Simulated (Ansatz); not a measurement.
## ZrH: the change of pressure with volume per atom

All results are calculated (Ansatz 0.2.0). Periodic Kohn-Sham DFT of a crystal at fixed atoms; pressure and stress are positive in compression; the energy is the free energy less that of spherical unpolarised free atoms; site moments are those in the method's own spheres, positive along +z.

Cell of the first row (space group P4_2/mmc, No. 131):
```
cell vectors (Å)
   3.1766     0.0000     0.0000
   0.0000     3.1766     0.0000
   0.0000     0.0000     4.8470
atoms (fractions of the cell vectors)
Zr  0.00000  0.50000  0.00000
Zr  0.50000  0.00000  0.50000
H   0.00000  0.00000  0.75000
H   0.00000  0.00000  0.25000
```

Settings of every row: method frozen-core PAW; functional PBEsol; relativity scalar; k mesh 9x9x6; filling fermi-dirac; smearing width 0.02 eV; wave cutoff 420 eV; paw set soft_2.

Atom start moment: 0 on all atoms.

Limits: PAW files made with PBE.

```
row  volume per atom (Å³)  pressure (GPa)
  1                12.227           5.269
  2                12.748          -0.195
  3                13.008               ?
  4                13.138          -3.686
  5                13.528          -6.712
```

Question: what pressure should row 3 give?

Worked fit of pressure. Take u = (V_r/V)^(2/3) − 1 with V_r = 12.943 Å³ an atom, which is twice the finite (Eulerian) strain; such expansions in the strain, on which the Birch-Murnaghan equation of state is built, carry the rest volume and the bulk modulus. The shown rows have u = 0.03867, 0.01017, -0.00992, -0.02904. Least squares give pressure = −2.0001 + 173.323 × u + 379.5 × u² GPa; a straight line predicts inner rows, each left out in turn, worse (root mean square 0.28 against 0.0079 GPa). The rows lie off it by -0.001, 0.003, -0.004, 0.001. The pressure vanishes at u = 0.0113, or V = 12.73 Å³ an atom, and there the bulk modulus at fixed shape and fractions is B = −V dP/dV = (2/3)(1 + u) dP/du = 123 GPa. Letting shape and atoms relax would as a rule lower it, by much in layered, chain or molecular crystals. The withheld row has u = -0.00333, so the fit gives −2.0001 + 173.323 × (-0.00333) + 379.5 × (-0.00333)² = -2.573 GPa.

The calculation gave -2.577 GPa. The fit lies 0.004 GPa (0.033 % of the column's range) above it; its largest miss of a shown row is 0.004 GPa.
